**1. Conventions and premises.** Units are $\hbar=c=1$, the metric is $(+,-,-,-)$, $e^2=4\pi\alpha$ with $e>0$, and $\slashed a=\gamma^\mu a_\mu$. States are normalised relativistically, so $\bar u u=2m$ and $\bar v v=-2m$. The premises are the Dyson series for $\mathcal L_{\rm int}=e\,\bar\psi\gamma^\mu\psi A_\mu$ (a fermion of charge $-e$), Wick's theorem, and the free fields

$$\psi(z)=\int\!\frac{d^3p}{(2\pi)^3 2E_p}\sum_s\left[a_{p s}\,u_s(p)e^{-ip\cdot z}+b^\dagger_{p s}\,v_s(p)e^{ip\cdot z}\right],$$

$$A_\mu(z)=\int\!\frac{d^3k}{(2\pi)^3 2\omega_k}\sum_\lambda\left[c_{k\lambda}\,\varepsilon_\mu(k,\lambda) e^{-ik\cdot z}+c^\dagger_{k\lambda}\,\varepsilon^*_\mu(k,\lambda) e^{ik\cdot z}\right],$$

with $(\slashed p-m)u=0$ and $(\slashed p+m)v=0$. The vertex is $ie\gamma^\mu$; the propagators are $i(\slashed q+m)/(q^2-m^2+i0)$ and, in Feynman gauge, $-ig_{\mu\nu}/(q^2+i0)$. The claim to be shown: if a particle of momentum $p$ is removed from one side of a reaction and its antiparticle of momentum $\bar p$ is put on the other, the tree-level $\sum|\mathcal M|^2$, summed over all spins and polarisations, is the old rational function evaluated at $p=-\bar p$, times $-1$ for each fermion so moved.

**2. Why the diagrams are the same diagrams.** An incoming electron is absorbed by a field $\psi$ at a vertex, $\langle0|\psi(z)a^\dagger_{ps}|0\rangle=u_s(p)e^{-ip\cdot z}$. An outgoing positron is created by the same field, $\langle0|b_{\bar p s}\psi(z)|0\rangle=v_s(\bar p)e^{i\bar p\cdot z}$. Every Wick contraction that ties the electron to some $\psi(z_j)$ therefore has exactly one partner that ties the positron to the same $\psi(z_j)$ and leaves all other contractions alone. The exponentials are related by $e^{i\bar p\cdot z}=e^{-i(-\bar p)\cdot z}$, so the integral over $z_j$ gives the same delta function with $p$ replaced by $-\bar p$, and every internal momentum of a tree, being fixed by these delta functions, follows the same replacement. Hence

$$\mathcal M=\mathcal A_\alpha(p,\dots)\,u_\alpha(p)\quad\longrightarrow\quad \mathcal M^{\rm cr}=\eta\,\mathcal A_\alpha(-\bar p,\dots)\,v_\alpha(\bar p),\qquad \eta=\pm1,$$

where $\mathcal A$ collects vertices, propagators and the other wave functions. The same reasoning with $\bar\psi$ exchanges $\bar u(p')$ of an outgoing electron for $\bar v(\bar p)$ of an incoming positron, with $p'=-\bar p$, and with $A_\mu$ it exchanges $\varepsilon^*(k')$ of an outgoing photon for $\varepsilon(\bar k)$ of an incoming one, with $k'=-\bar k$.

**3. Why the relative signs of the diagrams survive.** The sign of a complete contraction is the parity of the permutation that brings each contracted pair of fermion operators together. Crossing moves one external operator from the right of the block of vertex fields to its left. It passes a fixed number $n$ of fermion operators, which multiplies the parity of every pairing by $(-1)^n$, and it reverses its order relative to its partner. In a connected diagram the partner is always a vertex field, so this reversal happens in every diagram. The sign $\eta$ is thus common to all diagrams and drops out of $|\mathcal M|^2$. It depends on the ordering chosen for the operators in the states, and it is not the sign of the crossing rule, which comes from the spin sum.

**4. Where the minus sign comes from.** Put $p=-\bar p$ in the equation for $v$: $(\slashed{\bar p}+m)v=0$ becomes $(\slashed p-m)v=0$. The spinors $v(\bar p)$ span the solutions of the electron's Dirac equation at the negative-energy momentum $p$, so any manipulation that used the Dirac equation on $u(p)$ holds for $v(\bar p)$ unchanged. The normalisation does not carry over:

$$\sum_s u\bar u=\slashed p+m,\qquad \sum_s v\bar v=\slashed{\bar p}-m=-(\slashed p+m)\big|_{p=-\bar p}.$$

The sign cannot be removed by a phase. The matrix $\sum_s ww^\dagger$ is positive semidefinite for any spinors $w$. The Hermitian matrix $H=(\slashed p+m)\gamma^0$ obeys $H^2=(\slashed p+m)\gamma^0(\slashed p+m)\gamma^0=2p^0H$, by $\gamma^0\slashed p=2p^0-\slashed p\gamma^0$ and $(\slashed p+m)(m-\slashed p)=0$, and $\operatorname{Tr}H=4p^0$. Its eigenvalues are therefore $2p^0,2p^0,0,0$. For $p^0<0$ it is negative semidefinite, and only $-(\slashed p+m)$ can equal a sum $\sum w\bar w$. Each crossed fermion supplies one such factor.

**5. Why photons bring no sign.** For any null vector $n$ with $k\cdot n\ne0$ and polarisations orthogonal to $k$ and $n$,

$$\sum_\lambda\varepsilon^\mu\varepsilon^{\nu*}=-g^{\mu\nu}+\frac{k^\mu n^\nu+n^\mu k^\nu}{k\cdot n}.$$

The right side is symmetric in $\mu\nu$ and unchanged by $k\to-k$. For single polarisations, $\varepsilon(k,-\lambda)$ equals $\varepsilon^*(k,\lambda)$ up to a phase, so the polarisation vector that described an outgoing photon of helicity $\lambda$ describes an incoming one of helicity $-\lambda$.

**6. What "the same function" means.** The conjugate of $\bar w'\Gamma w$ is $\bar w\,\bar\Gamma w'$ with $\bar\Gamma=\gamma^0\Gamma^\dagger\gamma^0$. For real momenta and with $i0$ dropped, $\bar\Gamma$ is $\Gamma$ with the order of the Dirac matrices reversed and the same real denominators. The summed square is then a product of traces, each a polynomial in the momenta, divided by polynomials. Its reduction to invariants uses the Clifford algebra, momentum conservation and the mass shells $p_i^2=m_i^2$, and none of these refers to the sign of an energy. So one rational function $\mathcal R$ of the invariants serves all channels,

$$\sum|\mathcal M^{\rm cr}|^2=(-1)^{n_F}\,\mathcal R\big|_{p=-\bar p},$$

with $n_F$ the number of crossed fermions. No real path on the mass shell joins $p^0\ge m$ to $p^0\le-m$, yet no path is needed: a rational function is single-valued, and the statement is an algebraic identity. Dropping $i0$ is allowed as long as no denominator vanishes inside the physical region, which is verified below case by case. The rule concerns the sum over all spins. The average over initial spins, the flux, the phase space and any factor for identical final particles belong to each channel separately.

**7. The even case: $e^-\mu^-\to e^-\mu^-$ and $e^+e^-\to\mu^+\mu^-$.** Let the momenta be $p_1+p_2\to p_1'+p_2'$ with masses $m$ (index 1) and $M$ (index 2), $s=(p_1+p_2)^2$, $t=(p_1-p_1')^2$, $u=(p_1-p_2')^2$ and $\Sigma=m^2+M^2$. One diagram gives $\mathcal M=\pm(e^2/t)\,\bar u(p_1')\gamma^\mu u(p_1)\,\bar u(p_2')\gamma_\mu u(p_2)$. With $p_1\cdot p_1'=m^2-t/2$,

$$\operatorname{Tr}[(\slashed p_1'+m)\gamma^\mu(\slashed p_1+m)\gamma^\nu]=4\left[p_1'^\mu p_1^\nu+p_1^\mu p_1'^\nu+\tfrac t2 g^{\mu\nu}\right],$$

and likewise for the muon with $p_2\cdot p_2'=M^2-t/2$. The contraction of the two tensors is

$$16\left[2(p_1\!\cdot\! p_2)(p_1'\!\cdot\! p_2')+2(p_1\!\cdot\! p_2')(p_1'\!\cdot\! p_2)+t\,(p_1\!\cdot\! p_1'+p_2\!\cdot\! p_2')+t^2\right].$$

Here $p_1\cdot p_2=p_1'\cdot p_2'=(s-\Sigma)/2$, $p_1\cdot p_2'=p_1'\cdot p_2=(\Sigma-u)/2$, and the last two terms add to $t\Sigma$. Therefore

$$\tfrac14\sum|\mathcal M|^2=\frac{2e^4}{t^2}\left[(s-\Sigma)^2+(u-\Sigma)^2+2t\Sigma\right].$$

The prefactor $2e^4/t^2$ belongs to the average over the four initial spin states; the full sum has $8e^4/t^2$. Now cross the outgoing electron and the incoming muon, $p_1'=-p_+$ and $p_2=-k_+$, and rename $p_1=p_-$, $p_2'=k_-$. The old $t$ becomes $(p_-+p_+)^2=s'$, the old $s$ becomes $(p_--k_+)^2=t'$, and $u$ becomes $(p_--k_-)^2=u'$. Two fermions were moved, the sign is $(-1)^2=+1$, and the initial state again has four spin states:

$$\tfrac14\sum|\mathcal M|^2_{e^+e^-\to\mu^+\mu^-}=\frac{2e^4}{s'^2}\left[(t'-\Sigma)^2+(u'-\Sigma)^2+2s'\Sigma\right].$$

The photon denominator is $s'\ge4M^2$ here and $t<0$ at any non-zero angle in the scattering channel. For $m\to0$, muon velocity $\beta_\mu$ and angle $\theta$ between $p_-$ and $k_+$, one has $t'-M^2=-\tfrac{s'}2(1-\beta_\mu\cos\theta)$, $u'-M^2=-\tfrac{s'}2(1+\beta_\mu\cos\theta)$ and $M^2=s'(1-\beta_\mu^2)/4$, so the expression is $e^4(2-\beta_\mu^2\sin^2\theta)$. This example hides the fermion sign, because it occurs twice. Compton scattering shows it.

**8. The Compton amplitude and its Ward identities.** For $e^-(p)+\gamma(k)\to e^-(p')+\gamma(k')$ set $q=p+k=p'+k'$, $r=p-k'=p'-k$ and

$$x=q^2-m^2=2p\cdot k,\qquad y=r^2-m^2=-2p\cdot k',\qquad t=(k-k')^2=-(x+y),$$

the last from $s+t+u=2m^2$. The two diagrams give

$$\mathcal M=-e^2\varepsilon'^*_\mu\varepsilon_\nu\,\bar u(p')\left[\frac{\gamma^\mu(\slashed q+m)\gamma^\nu}{x}+\frac{\gamma^\nu(\slashed r+m)\gamma^\mu}{y}\right]u(p).$$

Replace $\varepsilon_\nu$ by $k_\nu$. In the first term $\slashed k u=(\slashed q-m)u$ and $(\slashed q+m)(\slashed q-m)=x$, leaving $\bar u\gamma^\mu u$. In the second $\bar u\slashed k=\bar u(m-\slashed r)$ and $(m-\slashed r)(\slashed r+m)=-y$, leaving $-\bar u\gamma^\mu u$. The sum vanishes for every $\mu$. Replacing $\varepsilon'^*_\mu$ by $k'_\mu$ works alike, with $\bar u\slashed k'=\bar u(\slashed q-m)$ and $\slashed k'u=(m-\slashed r)u$, for every $\nu$. Because each identity holds with the other index free, both polarisation sums may be replaced by $-g$, one after the other. Only the Dirac equation was used, so by comment 4 the identities hold in every crossed channel.

**9. The traces, written out.** The summed square is $e^4[T_{ss}/x^2+T_{uu}/y^2+(T_{su}+T_{us})/xy]$. The products needed are $p\cdot q=p'\cdot q=m^2+x/2$, $p\cdot r=p'\cdot r=m^2+y/2$, $p\cdot p'=m^2+(x+y)/2$ and, from $k\cdot k'=(x+y)/2$, $q\cdot r=m^2+x/2+y/2-k\cdot k'=m^2$. The contraction identities are $\gamma^\mu\gamma_\mu=4$, $\gamma^\mu\slashed a\gamma_\mu=-2\slashed a$, $\gamma^\mu\slashed a\slashed b\gamma_\mu=4a\cdot b$ and $\gamma^\mu\slashed a\slashed b\slashed c\gamma_\mu=-2\slashed c\slashed b\slashed a$.

In the direct term both contractions close on an external projector:

$$T_{ss}=\operatorname{Tr}[(4m-2\slashed p')(\slashed q+m)(4m-2\slashed p)(\slashed q+m)].$$

With $\slashed q\slashed p\slashed q=2(p\cdot q)\slashed q-s\slashed p$, $\slashed q\slashed p+\slashed p\slashed q=2p\cdot q$ and $2p\cdot q=s+m^2$,

$$(\slashed q+m)(4m-2\slashed p)(\slashed q+m)=(6m^2-2s)\slashed q+2(s-m^2)\slashed p+2m(s+m^2).$$

The trace is $4[-(6m^2-2s)(s+m^2)-4(s-m^2)\,p\cdot p'+8m^2(s+m^2)]=8[(s+m^2)^2-2x\,p\cdot p']$. Inserting $s+m^2=x+2m^2$,

$$T_{ss}=8\,(4m^4+2m^2x-xy).$$

The exchange $k\leftrightarrow-k'$ swaps $q$ with $r$ and $x$ with $y$, which gives $T_{uu}=8(4m^4+2m^2y-xy)$. This step is itself a crossing of the two photons.

The interference term is $T_{su}=\operatorname{Tr}[(\slashed p'+m)\gamma^\mu(\slashed q+m)\gamma^\nu(\slashed p+m)\gamma_\mu(\slashed r+m)\gamma_\nu]$. Contract $\mu$ first:

$$\gamma^\mu(\slashed q+m)\gamma^\nu(\slashed p+m)\gamma_\mu=-2\slashed p\gamma^\nu\slashed q+4m(q+p)^\nu-2m^2\gamma^\nu.$$

The three pieces give in turn $-2\operatorname{Tr}[(\slashed p'+m)\slashed p\,(4q\cdot r-2m\slashed q)]=-32(q\cdot r)(p\cdot p')+16m^2p\cdot q$, then $4m\operatorname{Tr}[(\slashed p'+m)(\slashed r+m)(\slashed q+\slashed p)]=16m^2(p'+r)\cdot(q+p)=16m^2(4m^2+x+y)$, and $-2m^2\operatorname{Tr}[(\slashed p'+m)(4m-2\slashed r)]=16m^2p'\cdot r-32m^4$. The coefficients add to $-32+16+64+16-32=32$ for $m^4$, $-16+8+16=8$ for $m^2x$ and $-16+16+8=8$ for $m^2y$:

$$T_{su}=8\,(4m^4+m^2x+m^2y).$$

$T_{us}$ is $T_{su}$ with $q\leftrightarrow r$ and so equals it. Collecting terms,

$$\mathcal R=8e^4G,\qquad G(x,y)=-\frac xy-\frac yx+4m^2\left(\frac1x+\frac1y\right)+4m^4\left(\frac1x+\frac1y\right)^2 .$$

With $w=-2m^2(1/x+1/y)$ this reads $G=-x/y-y/x-w(2-w)$.

**10. The Compton region.** In the rest frame of $p$, $x=2m\omega>0$ and $y=-2m\omega'<0$, and $t=-2\omega\omega'(1-\cos\theta)=-2m(\omega-\omega')$ gives $1/\omega'-1/\omega=(1-\cos\theta)/m$. Hence $w=1-\cos\theta$, $w(2-w)=\sin^2\theta$, and $G=\omega/\omega'+\omega'/\omega-\sin^2\theta\ge1$. For any two-body reaction the centre-of-mass formula $d\sigma/d\Omega=(|\mathbf p_f|/|\mathbf p_i|)\langle|\mathcal M|^2\rangle/64\pi^2s$ and $|dt|=2|\mathbf p_i||\mathbf p_f|\,d\cos\theta_{\rm cm}$ give the invariant form

$$\frac{d\sigma}{d|t|}=\frac{\langle|\mathcal M|^2\rangle}{16\pi\lambda},\qquad\lambda=4s|\mathbf p_i|^2 ,$$

with $t$ the squared momentum transfer of that reaction. For Compton scattering $\lambda=x^2$ and $\langle|\mathcal M|^2\rangle=2e^4G$, so $d\sigma/d|t|=2\pi\alpha^2G/x^2$. At fixed $\omega$, $d\omega'/d\cos\theta=\omega'^2/m$ and $|dt|=2\omega'^2d\cos\theta$, which yields the formula of Klein and Nishina (1929),

$$\frac{d\sigma}{d\Omega_{\rm lab}}=\frac{r_e^2}{2}\left(\frac{\omega'}{\omega}\right)^2G,\qquad r_e=\frac\alpha m .$$

**11. Crossing to $\gamma\gamma\to e^+e^-$.** Move the incoming electron and the outgoing photon: $p=-p_+$, $k'=-k_2$, $k=k_1$, $p'=p_-$. Momentum conservation becomes $k_1+k_2=p_++p_-$, and

$$x=-2p_+\!\cdot k_1<0,\qquad y=-2p_+\!\cdot k_2<0,\qquad t\to(k_1+k_2)^2=s'\ge4m^2 .$$

Neither denominator can vanish, since the product of a forward timelike and a forward null vector is positive. One fermion is crossed, so $\sum|\mathcal M|^2=-8e^4G$. In the centre-of-mass frame let each photon carry $\omega_0$, so $s'=4\omega_0^2$; the lepton velocity is $\beta$ with $m^2=\omega_0^2(1-\beta^2)$, and $c=\cos\theta$ for the angle between $\mathbf p_+$ and $\mathbf k_1$. Then $x=-2\omega_0^2(1-\beta c)$, $y=-2\omega_0^2(1+\beta c)$, and with $D=1-\beta^2c^2$,

$$w=\frac{2(1-\beta^2)}{D},\qquad -G=\frac{2(1+\beta^2c^2)}{D}+\frac{4(1-\beta^2)}{D}-\frac{4(1-\beta^2)^2}{D^2}.$$

Since $D\ge1-\beta^2$, again $0<w\le2$: the inequality $w(2-w)\ge0$ bounds both physical regions, which differ in the signs of $x$, $y$ and $t$. With $x$ and $y$ of equal sign, $-x/y-y/x\le-2$, so $G\le-2$ throughout the pair region. Without the factor $-1$ the probability would be negative at every energy and angle.

**12. The channel's own factors.** The average is over $2\times2$ photon polarisations. That it equals the $1/4$ of Compton scattering is a coincidence of both particles having two states. The flux gives $\lambda=s'^2$, and the momentum transfer $t'=(p_+-k_1)^2=m^2+x$ has $|dt'|=\tfrac12s'\beta\,dc$. So

$$\frac{d\sigma}{d\Omega}=\frac{2\pi\alpha^2(-G)}{s'^2}\cdot\frac{s'\beta}{2}\cdot\frac1{2\pi}=\frac{\alpha^2\beta}{2s'}\,(-G).$$

The final particles are distinct and the full solid angle counts. Write $2(1+\beta^2c^2)/D=-2+4/D$ and $L=\ln[(1+\beta)/(1-\beta)]$. The integrals over $c$ from $-1$ to $1$ are $\int dc/D=L/\beta$ and $\int dc/D^2=1/(1-\beta^2)+L/2\beta$; the second follows from $\frac{d}{dc}(c/D)=2/D^2-1/D$. Then

$$\int(-G)\,dc=-4+\frac{4(2-\beta^2)L}{\beta}-4(1-\beta^2)-\frac{2(1-\beta^2)^2L}{\beta}=\frac2\beta\left[(3-\beta^4)L-2\beta(2-\beta^2)\right].$$

Multiplying by $2\pi\,\alpha^2\beta/2s'$ and using $s'=4m^2/(1-\beta^2)$ gives the result of Breit and Wheeler (1934):

$$\sigma_{\gamma\gamma}=\frac{\pi r_e^2}{2}(1-\beta^2)\left[(3-\beta^4)\ln\frac{1+\beta}{1-\beta}-2\beta(2-\beta^2)\right].$$

Near threshold $L\simeq2\beta$ and $\sigma_{\gamma\gamma}\simeq\pi r_e^2\beta$. For $s'\gg m^2$, $L\simeq\ln(s'/m^2)$ and $\sigma_{\gamma\gamma}\simeq(4\pi\alpha^2/s')[\ln(s'/m^2)-1]$.

**13. Annihilation from the same function.** Crossing instead the outgoing electron and the incoming photon, $p'=-p_+$ and $k=-k_1$, gives $e^-e^+\to\gamma\gamma$ with $x=-2p\cdot k_1$ and $y=-2p\cdot k_2$. The region is the pair region, the sign is again $-1$, and the range of the momentum transfer is the same. Two factors change: $\lambda=4s'|\mathbf p|^2=s'^2\beta^2$, and the integral over the full solid angle counts each two-photon state twice. Thus $\sigma_{\rm ann}=\sigma_{\gamma\gamma}/2\beta^2$. At small $\beta$ this is $\pi r_e^2/v$ with relative velocity $v=2\beta$, the slow limit of Dirac's cross section (1930). Three processes with different thresholds and energy dependence share the one function $G$, and the cross sections themselves are not related by a substitution of momenta.

**14. Range of validity.** The identity of comment 6 is exact for tree diagrams at all energies, for any masses, provided no internal line goes on shell in the physical region. Where one can, as in some trees with more legs, the amplitude still crosses, with the same $q^2-m^2+i0$, but its square has to be treated at the pole as a sequence of two real processes.

Beyond tree level the diagram-by-diagram argument of comments 2 to 5 stands, but $\mathcal A$ has branch cuts and the side of the cut must be named. With $\beta=\sqrt{1-4m^2/t}$, the logarithm $\ln[(\beta+1)/(\beta-1)]$ is real for $t<0$ and becomes $L-i\pi$ at $t=s'+i0$. The conjugate amplitude takes the other side of the cut, so $|\mathcal M|^2$ is no longer one analytic function. One has to continue the amplitude first and square afterwards, and squared logarithms then leave terms in $\pi^2$ that are absent in the Compton region.

As a description of the physical processes the tree result neglects relative corrections of order $\alpha/\pi=0.0023$ times coefficients that may contain $\pi^2$ and powers of $L$. The largest near threshold is the Coulomb attraction of the slow pair. For reduced mass $m/2$ and relative momentum $m\beta$ the Coulomb parameter is $\alpha/2\beta$, and the non-relativistic density at the origin, which multiplies the $S$-wave rate that dominates there, is enhanced by $X/(1-e^{-X})$ with $X=\pi\alpha/\beta$. At $\beta=0.1$, which is 2.6 keV per photon above threshold, $X=0.229$ and the factor is 1.12. At $\beta=\pi\alpha=0.023$, where $X=1$, the factor is 1.582, so the tree value is low by a factor of about 1.6, while the series $1+X/2+X^2/12$ still gives 1.583. The nearest poles of the factor lie at $X=\pm2\pi i$, so the series in $\alpha/\beta$ diverges only below $\beta=\alpha/2=0.0036$. Just below threshold lie the positronium levels, which no tree diagram contains. The Compton formula further assumes a free electron at rest, and the pair formula assumes two single photons and no strong background field.

**15. Numbers.** The inputs are the constants $m=0.510999$ MeV, $\alpha=1/137.036$ and $\hbar c=197.327$ MeV fm, which give $r_e=2.818$ fm and $r_e^2=79.41$ mb. Evaluate $G$ at two points: a 1 MeV photon scattered through $90^\circ$ by an electron at rest, for which $\omega'=\omega/(1+\omega/m)=0.3382$ MeV, and two 1 MeV photons colliding head-on ($s'=4$ MeV$^2$, threshold $\sqrt{s'}=2m=1.022$ MeV) with the pair emitted at $90^\circ$, for which $1-\beta^2=0.2611$ and $\beta=0.8596$.

| | $x$ (MeV$^2$) | $y$ (MeV$^2$) | $-(x+y)$ (MeV$^2$) | $w$ | $G$ | $d\sigma/d\Omega$ (mb/sr) |
|---|---|---|---|---|---|---|
| Compton, rest frame | 1.022 | $-0.3456$ | $-0.6764$ | 1.000 | 2.295 | 10.4 |
| pair creation, c.m. frame | $-2.000$ | $-2.000$ | 4.000 | 0.5222 | $-2.772$ | 6.18 |

The same function is positive at the first point and negative at the second, and the spin sum of the positron restores the sign. For the total cross section at $\omega_0=1$ MeV, $L=2.583$, $(3-\beta^4)L=6.340$ and $2\beta(2-\beta^2)=2.168$, so the bracket is 4.172. With $\pi r_e^2/2=124.7$ mb,

$$\sigma_{\gamma\gamma}=136\ \text{mb},\qquad \sigma_{\rm ann}=0.677\,\sigma_{\gamma\gamma}=92.0\ \text{mb}.$$

The maximum of $\sigma_{\gamma\gamma}$ is 170 mb, at $\beta=0.70$. All of these are values of the tree-level model. The first-order Coulomb term $\pi\alpha/2\beta$, carried outside its non-relativistic range to $\beta=0.8596$ merely as a gauge, is 0.013, so corrections of about one per cent are to be expected and the third figure of each cross section belongs to the tree approximation alone.